Isomers hold the same atoms, so the gap between two of them is the price of arranging one set of electrons and nuclei differently. The three rows at the top of this table hide that price: a gallium amide and two C₃H₅ radicals. The twelve rows below them show it, but for closed-shell hydrocarbons only. They cannot supply the hidden numbers by interpolation. They can show how far a count of bonds carries, what it leaves out, and how much four density functionals differ on one and the same geometry.

Electronic energies of gas-phase molecules relative to the isomer named under "against" (the lowest of its formula and spin at PBE0-D4 among those computed), without zero-point or thermal terms. Computed with Ansatz 0.2.0 as def2-TZVPP single points with each functional at PBE0-D4/def2-TZVP geometries, open shells unrestricted.

| isomer (SMILES) | against | formula | spin multiplicity | point group | bonds gained (+) and lost (-) | PBE-D4 (kJ/mol) | r2SCANh-D4 (kJ/mol) | wB97X-V (kJ/mol) | wB97M-V (kJ/mol) |
| --- | --- | --- | --- | --- | --- | --- | --- | --- | --- |
| C[NH][GaH2] | [CH3][GaH][NH2] | CH6GaN | 1 | Cs | +1 C-N -1 Ga-C +1 Ga-H -1 H-N | ? | ? | ? | ? |
| C=[C]C | [CH2]C=C | C3H5 | 2 | Cs | none | ? | ? | ? | ? |
| [CH]1CC1 | [CH2]C=C | C3H5 | 2 | Cs | +2 C-C -1 C=C | ? | ? | ? | ? |
| CC#CC | C=CC=C | C4H6 | 1 | D3 | +1 C#C +1 C-C -2 C=C | 39.1 | 38.1 | 31.2 | 32.6 |
| CC(C)CCC(C)C | CCCCC(C)(C)C | C8H18 | 1 | C2 | none | 0.6 | 1.5 | 1.6 | 2.2 |
| CCC(C)CC(C)C | CCCCC(C)(C)C | C8H18 | 1 | C1 | none | 3.3 | 4.6 | 4.4 | 4.5 |
| CCCC(C)(C)CC | CCCCC(C)(C)C | C8H18 | 1 | C1 | none | 3.7 | 4.1 | 3.4 | 2.8 |
| CCCCCC(C)C | CCCCC(C)(C)C | C8H18 | 1 | C1 | none | 4.8 | 6.5 | 6.2 | 7.4 |
| CCCC(C)C(C)C | CCCCC(C)(C)C | C8H18 | 1 | n/a | none | 6.8 | n/a | 7.7 | 7.9 |
| CC(C)CC(C)(C)C | CCCCC(C)(C)C | C8H18 | 1 | C1 | none | 6.7 | 7.0 | 6.7 | 5.6 |
| CCCC(C)CCC | CCCCC(C)(C)C | C8H18 | 1 | C1 | none | 7.8 | 9.7 | 8.9 | 9.9 |
| CCCCC(C)CC | CCCCC(C)(C)C | C8H18 | 1 | C1 | none | 8.0 | 10.1 | 9.5 | 10.4 |
| CCC(C)(CC)CC | CCCCC(C)(C)C | C8H18 | 1 | Cs | none | 8.3 | 9.4 | 8.3 | 7.2 |
| CCC(C)(C)C(C)C | CCCCC(C)(C)C | C8H18 | 1 | C1 | none | 8.6 | 9.0 | 8.1 | 6.3 |
| CCC(C)C(C)CC | CCCCC(C)(C)C | C8H18 | 1 | n/a | none | 9.1 | 11.2 | 10.2 | 10.1 |

Each energy is that of the molecule in the first column less that of the isomer named under "against", in kJ/mol. The energies are electronic, without zero-point or thermal terms. All four functionals were evaluated on PBE0-D4 structures, so none of them sits at its own minimum; on butadiene the PBE-D4 forces on carbon reach about 0.4 eV/Å. The column of bonds lists what is gained and lost on going from the reference to the row molecule, a double or triple bond counting as one bond of its own kind. Spin multiplicity 1 is a singlet and 2 a radical with one unpaired electron. Since each reference was the lowest of its formula at PBE0-D4, positive signs are nearly built in and earn a forecast no credit.

### 2-Butyne against butadiene

The first visible row trades two C=C bonds for one C≡C and one C–C. With rough recalled mean bond energies (C–C 350, C=C 610, C≡C 840 kJ/mol) the gap is 2 × 610 − 840 − 350 = +30 kJ/mol. The computed values run from 31.2 to 39.1. The sign has a standard reason: the second π bond between two carbons is worth less than the first, so two π bonds are better spent on two separate pairs of atoms.

The closeness of the number is less deserved. The count ignores the conjugation of butadiene, which the same calculation shows in a planar s-trans frame with a central bond well short of an ordinary single bond. It ignores that the single bonds of butyne start from sp carbon and are stronger than average. It also treats six vinylic C–H bonds and six methyl C–H bonds as equal. These neglected terms have different signs, and a near cancellation in one row says nothing about the next.

The functionals split into two pairs: PBE-D4 and r2SCANh-D4 at 39.1 and 38.1, the range-separated wB97X-V and wB97M-V at 31.2 and 32.6. Semilocal functionals are known to favour electrons spread over several atoms (delocalisation error). That would lower butadiene too much and raise the gap, which fits the pattern, though one row does not test it. Two numbers are carried forward from here: half the spread of the four levels, about 4 kJ/mol, as the uncertainty due to the functional when π bonding changes, and the difference PBE-D4 minus wB97M-V, +6.5 kJ/mol.

### The octanes

In the next eleven rows no bond changes, and bond counting gives zero throughout. The computed gaps above 2,2-dimethylhexane lie between 0.6 and 11.2 kJ/mol. This is the scale of what the surroundings of a bond do when its type is fixed.

Two features of the carbon skeleton account for most of it. Branching puts more pairs of carbons on a common neighbour, and such 1,3 pairs are often counted as stabilising, through medium-range correlation and dispersion between groups held close, though this reading is disputed. Branches on adjacent carbons force gauche contacts, which cost energy. Let P2 be the number of C–C–C paths and P3 the number of C–C–C–C paths, and write E = a·ΔP2 + b·ΔP3, with Δ taken against the reference (P2 = 9, P3 = 5). A least-squares fit through the origin to the octanes other than 2,2,4-trimethylpentane, level by level, gives a = −2.26 and b = +2.34 kJ/mol for PBE-D4, and a = −3.60 and b = +2.09 for wB97M-V. For 3,4-dimethylhexane, the last row and one of those fitted, P2 = 8 and P3 = 8, so PBE-D4 should give 2.26 + 3 × 2.34 = 9.3 against 9.1 computed. The rms residual is 1.0 to 1.1 kJ/mol at the four levels, twenty times the rounding of the table, so the model is a sketch. The signs of a and b hold at every level. Their sizes should not be read as energies of single contacts, because a poor conformer of the reference would shift all rows together and the fit would absorb it.

The model explains why the order is not simply that of branching. 2,5-Dimethylhexane, with its branches far apart, is the lowest row at every level. The three methylheptanes pay for having two C–C–C paths fewer than the reference. 2,3,3-Trimethylpentane has one path more but four more vicinal paths, and ends 6.3 to 9.0 above it.

2,2,4-Trimethylpentane defeats the model. It has ΔP2 = +1 and ΔP3 = 0, so it should lie 2 to 4 kJ/mol below the reference, and it lies 5.6 to 7.0 above: a miss of 9 to 10 kJ/mol at all four levels. It was left out of the fit because a tert-butyl and an isopropyl group on one CH₂ cannot be staggered without bringing two methyl groups into a 1,5 clash, which paths of three and four atoms cannot see. The miss hardly depends on the functional, but all four levels share one structure, and a poor conformer of this molecule would enlarge the miss at every level. The clash is the geometric argument for the miss and was not isolated in the calculation.

From PBE-D4 to wB97M-V the rows move in three groups. The methylheptanes rise by 2.1 to 2.6, the four dimethylhexanes with two tertiary carbons rise by 1.0 to 1.6, and the four isomers with a quaternary carbon fall by 0.9 to 2.3. wB97M-V thus rewards compact skeletons more, in line with the known tendency of semilocal functionals to understabilise branched alkanes. How much of this is dispersion has not been tested; the D4 term of the reference alone is −0.59 eV with PBE and −0.17 eV with r2SCANh, in both cases larger than any octane gap, but only its difference between isomers would count. Shifts of this size reorder 12 of the 55 pairs: 2-methylheptane is 3.8 below 2,3,3-trimethylpentane at PBE-D4 and 1.1 above it at wB97M-V. Each molecule is also a single conformer, not always the lowest, and a gauche turn costs a few kJ/mol, so close orderings here are not secure at any level.

### Back to the top: three forecasts

The known rows set the small terms. The levels differ by at most 2.7 kJ/mol when no bond changes and by 7.9 when π bonds are rearranged. The large terms must come from chemistry, with rough recalled inputs and nothing fitted.

**CH₃NH–GaH₂ against CH₃GaH–NH₂.** The two molecules differ by the exchange of a methyl group and a hydrogen between nitrogen and gallium: C–N and Ga–H are gained, Ga–C and H–N are lost. In Pauling's scheme a bond energy is the mean of the two homonuclear bond energies plus (Δχ)² in eV, where χ is the electronegativity. Each of C, H, N and Ga appears once among the bonds gained and once among those lost, so the means cancel and only the polar terms remain:

ΔE = (χGa − χC)² + (χN − χH)² − (χC − χN)² − (χGa − χH)² = 2(χC − χH)(χN − χGa)

The meaning is plain. Carbon draws electrons a little more strongly than hydrogen. The total polarity is therefore greatest when carbon is bound to the electropositive gallium and hydrogen to the electronegative nitrogen, which is the reference. The wider the difference between the two central atoms, the more the misplaced methyl costs, and between like atoms it costs nothing. With rough recalled differences of 0.35 and 1.2 and 96.5 kJ/mol per eV, ΔE = 2 × 0.35 × 1.2 × 96.5 = 81 kJ/mol. An uncertainty of 0.07 in the first difference is worth 16 kJ/mol and one of 0.15 in the second 10. The Ga–N bond, including the π donation of the nitrogen lone pair into the empty p orbital of gallium, is assumed unchanged, and 15 is allowed for that. With 4 for the functional, the sum in quadrature is 25. The forecast is 81 ± 25 kJ/mol.

**Propen-2-yl against allyl.** The bond column reads "none", as for the octanes, but the analogy ends there. Both radicals are propene less one hydrogen, so their gap is the difference of two C–H dissociation energies of one molecule. Taking hydrogen from the methyl group leaves an electron in a p orbital that joins the π bond, and three electrons spread over three carbons. Taking it from the central carbon leaves an electron in an in-plane orbital with s character, perpendicular to the π system and unable to share in it. Rough recalled values are 450 kJ/mol for the vinylic bond and 370 for the allylic one, which gives 80. Each is allowed ±10; 5 more covers the fact that they are room-temperature enthalpies while the table is electronic, and 4 the functional. The forecast is 80 ± 16 kJ/mol.

**Cyclopropyl against allyl.** The path runs through the parent hydrocarbons: add hydrogen to allyl to make propene, close the ring, remove hydrogen. Closing propene to cyclopropane turns a π bond into a σ bond, which would be a large gain, but 60° angles more than spend it, and cyclopropane lies about 33 kJ/mol above propene (rough, recalled). Bent ring bonds take p character and leave s character for the C–H bonds, which are about as strong as vinylic ones, near 450. The point group Cs of the row agrees with this: a planar radical centre would have given C2v, so the remaining hydrogen is bent out of the ring plane and the unpaired electron is σ-like. The sum is 33 + 450 − 370 = 113. To the terms of the previous row are added 3 for the ring closure and 10 for the error of functionals on small rings. The forecast is 113 ± 19 kJ/mol.

Some qualitative statements go with these. Cyclopropyl lies above propen-2-yl at every level. All three gaps exceed the butyne gap. The spread among levels stays under 15 in each row. Weakly held, from the butyne row alone: PBE-D4 exceeds wB97M-V by 0 to 13 in both allyl rows, because a semilocal functional favours the delocalised reference; spin polarisation of allyl by exact exchange could reverse this. No sign of that difference is forecast for the gallium row. The plain mean-bond count gives 0 for propen-2-yl and 610 − 2 × 350 = −90 for cyclopropyl, and is expected to fail for both, since it has neither resonance nor ring strain.

The withheld rows as computed:

| isomer (SMILES) | against | formula | spin multiplicity | point group | bonds gained (+) and lost (-) | PBE-D4 (kJ/mol) | r2SCANh-D4 (kJ/mol) | wB97X-V (kJ/mol) | wB97M-V (kJ/mol) |
| --- | --- | --- | --- | --- | --- | --- | --- | --- | --- |
| C[NH][GaH2] | [CH3][GaH][NH2] | CH6GaN | 1 | Cs | +1 C-N -1 Ga-C +1 Ga-H -1 H-N | 68.2 | 73.3 | 69.4 | 73.0 |
| C=[C]C | [CH2]C=C | C3H5 | 2 | Cs | none | 82.0 | 86.8 | 84.4 | 85.1 |
| [CH]1CC1 | [CH2]C=C | C3H5 | 2 | Cs | +2 C-C -1 C=C | 111.7 | 114.5 | 106.8 | 115.1 |

### The gallium row

All four levels fall inside the range of 56 to 106, and all four fall below the centre. Their mean is 71.0, a miss of −10.1 kJ/mol relative to the forecast, or 0.4 of the error bar. The functionals differ by only 5.1, so the miss lies mostly in the model and its inputs, or in the zero-point terms that enter measured bond energies but not the table. It is easily absorbed: the mean would be reproduced with χC − χH = 71.0 / (2 × 1.2 × 96.5) = 0.31 in place of 0.35, inside the allowed 0.07. A formula this sensitive to the second digit of an electronegativity cannot be sharper. A chemical cause is also conceivable: a methyl group on nitrogen may push the lone pair further towards gallium and strengthen the Ga–N bond in the upper isomer. That is a guess, and a single gap cannot tell it from an input that is slightly off. The calculation also carries no scalar-relativistic term for gallium, which bears on how the value compares with nature, though not on the spread of the four levels.

What the row supports is the rough size given by the polarity argument, about 70 kJ/mol for one misplaced methyl group in this molecule; the sign was nearly fixed by the choice of reference. It does not prove that polarity is the cause, since any scheme that ranks N–H plus Ga–C above C–N plus Ga–H would give the same sign.

### The radical rows

Propen-2-yl comes out at 82.0 to 86.8, inside the range of 64 to 96 and above the centre at every level; the mean of 84.6 misses the forecast by +4.6, which is less than the rounding of one two-figure bond energy. Against the octanes, where "none" in the bond column meant at most 11 kJ/mol, this is the clearest result of the table: the same list of bonds can hide a gap some eight times larger when an unpaired electron can delocalise in one isomer and not in the other. The gap is not a pure resonance energy. It also contains the difference between breaking a C–H bond at sp² and at sp³ carbon, and the table does not separate the two.

Cyclopropyl comes out at 106.8 to 115.1 within a range of 94 to 132, and the mean of 112.0 misses by only −1.0. This is better than the reasoning deserved, and the two rows together show why. Subtracting them removes allyl. Cyclopropyl lies above propen-2-yl at every level, as forecast, but by 22.4 to 30.0, and the forecast implied 33. On the means the difference is 112.0 − 84.6 = 27.4, which is 5.6 too small. The near hit is the sum of two misses of opposite sign, +4.6 − 5.6 = −1.0. Part of the shortfall has a possible cause, not computed here: a ring has stiffer vibrations than an open chain with a soft methyl torsion, so its zero-point energy tends to be higher, and an electronic gap should be somewhat below the recalled enthalpy. The rest may be no more than the use of one rounded number, 450, for two different bonds. As the two forecasts share both bond energies, they count as less than two independent tests.

The mean-bond count failed as expected, by 85 kJ/mol for propen-2-yl and by 202 with the wrong sign for cyclopropyl. The cycle through the parent molecules works because strain and resonance are already inside its inputs. It transfers known energies and does not derive them.

The remaining qualitative statements held with one exception. All three gaps exceed the butyne gap, and the spreads are 5.1, 4.8 and 8.3, under 15. The largest is due to wB97X-V in the cyclopropyl row, 4.9 below the next level, while in the other two rows that functional lies in the middle of the four. As allyl is also the reference of the propen-2-yl row, the departure more likely belongs to the cyclopropyl radical than to allyl.

### The forecast that failed

PBE-D4 minus wB97M-V was forecast at 0 to 13 in both allyl rows. It is −3.1 for propen-2-yl and −3.4 for cyclopropyl, the wrong sign twice. The offset of a closed-shell diene did not carry over to an open-shell reference, and the rule that PBE favours the delocalised isomer is not enough to predict these rows.

The reservation attached to the forecast points the right way. In an unrestricted calculation the α and β electrons of the allyl π system can separate, α spin on the ends and β spin in the middle. Exact exchange tends to strengthen this, which should lower allyl and raise both gaps for hybrids. The runs on allyl show the effect. A pure doublet has ⟨S²⟩ = 0.75, and the calculations give 0.765 with PBE-D4, 0.783 with wB97M-V, 0.792 with wB97X-V and 0.807 with r2SCANh-D4. The propen-2-yl gap is likewise smallest with PBE-D4 and largest with r2SCANh-D4, but the two levels between them are reversed: 85.1 with wB97M-V and 84.4 with wB97X-V. The share of exact exchange alone does not set the order of ⟨S²⟩, since r2SCANh-D4 has less of it than wB97X-V, so the rest of the functional must matter too. In the cyclopropyl row r2SCANh-D4 again lies above PBE-D4, but wB97X-V lies below it. The nearly equal offsets of wB97M-V in the two rows are what a shift of the shared reference would produce, yet the other two hybrids do not repeat the pattern so cleanly. Spin polarisation of allyl is thus present but fits the propen-2-yl row only in part, which does not prove that it causes the shifts, and the spin contamination of the other two radicals was not examined.

All of these comparisons are between a rough chemical estimate and four functionals on borrowed geometries. They show that the functionals agree with each other to within 5 to 8 kJ/mol on gaps of 70 to 112. Zero-point terms, which the table leaves out, would have to be added before any level could be set against a measurement. Which functional is nearest the truth in any row is not decided by these numbers.
